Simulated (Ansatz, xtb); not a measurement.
# Two isomers of C2H9NSSi

Structure a is `CS[Si@H](C)N`, a singlet and structure b is `CCN[SiH2]S`, a singlet. Both are isolated molecules in the gas phase, relaxed with B3LYP-D3(BJ)/def2-SVP; each stands in its lowest conformer found.

**Question.** Estimate which is lower in electronic energy at CCSD(T)/def2-SVP + ΔMP2/def2-TZVPP, and by roughly how much.

**Answer.** The CCSD(T)/def2-SVP + ΔMP2/def2-TZVPP calculation puts structure a lower, by 62.5 kJ/mol.

How the difference moves with the method:

| level | geometry | E(b) − E(a) (kJ/mol) | departure from the last row (kJ/mol) | job, with rough time for the two |
| --- | --- | --- | --- | --- |
| GFN2-xTB | GFN2-xTB | −63.4 | −125.9 | optimisation, 0.27 s |
| HF/STO-3G | GFN2-xTB | +56.4 | −6.1 | single point, 0.3 s |
| r2SCAN-D4/def2-SVP | GFN2-xTB | +55.8 | −6.7 | single point, 2.4 s |
| B3LYP-D3(BJ)/def2-SVP | B3LYP-D3(BJ)/def2-SVP | +45.6 | −16.9 | optimisation, 48 s |
| HF/def2-SVP | B3LYP-D3(BJ)/def2-SVP | +35.4 | −27.1 | part of the CCSD(T) run |
| MP2/def2-SVP | B3LYP-D3(BJ)/def2-SVP | +43.4 | −19.0 | part of the CCSD(T) run |
| CCSD(T)/def2-SVP | B3LYP-D3(BJ)/def2-SVP | +36.2 | −26.2 | single point |
| CCSD(T)/def2-SVP + ΔMP2/def2-TZVPP | B3LYP-D3(BJ)/def2-SVP | +62.5 |  | single point, 23 s |

As drawn, b has 1 C–C, 1 C–N, 1 Si–H, 1 S–H in place of 1 C–S, 1 C–Si, 1 C–H, 1 N–H.

GFN2-xTB puts the two in the other order. The largest departure from CCSD(T)/def2-SVP + ΔMP2/def2-TZVPP is that of GFN2-xTB, 125.9 kJ/mol. The last row adds to CCSD(T) the change of the MP2 difference between the two basis sets, here +26.2 kJ/mol, a large step that makes the value less sure.

With thermal terms from frequencies at re-optimised GFN2-xTB minima (ideal gas, soft modes damped towards free rotors, one conformer each, 298.15 K, 1 atm): the zero-point term adds −5.5 kJ/mol; ΔH is +55.0 and ΔG +58.7 kJ/mol.

The correlated steps freeze 13 core orbitals. Mirror images aren't counted in ΔG. Codes used: Ansatz 0.2.0, xtb 6.7.1; the last row on 2 threads of Intel(R) Xeon(R) 6975P-C (Granite Rapids) on a shared host.

Structure a is favoured mainly because of where the hydrogens sit. Both isomers keep the Si–N and Si–S links, but b trades a strong C–H and a strong N–H bond for weaker Si–H and S–H bonds. Its C–C and C–N bonds, though stronger together than the C–Si and C–S bonds they replace, probably recover only part of that cost. The same exchange explains the sign of the zero-point term: Si–H and S–H stretches are softer, which slightly favours b without overturning the order.

Hartree–Fock already gives this preference, and in def2-SVP it differs from CCSD(T) by little, so correlation isn't what decides the order. The larger basis matters more, probably through better polarisation functions around sulfur and silicon. The closeness of HF/STO-3G to the final value is therefore best read as error cancellation, while the reversed GFN2-xTB order suggests an imbalance in its parametrised bond energies. The energy ordering says nothing about how readily the isomers interconvert, which would require breaking several strong bonds.
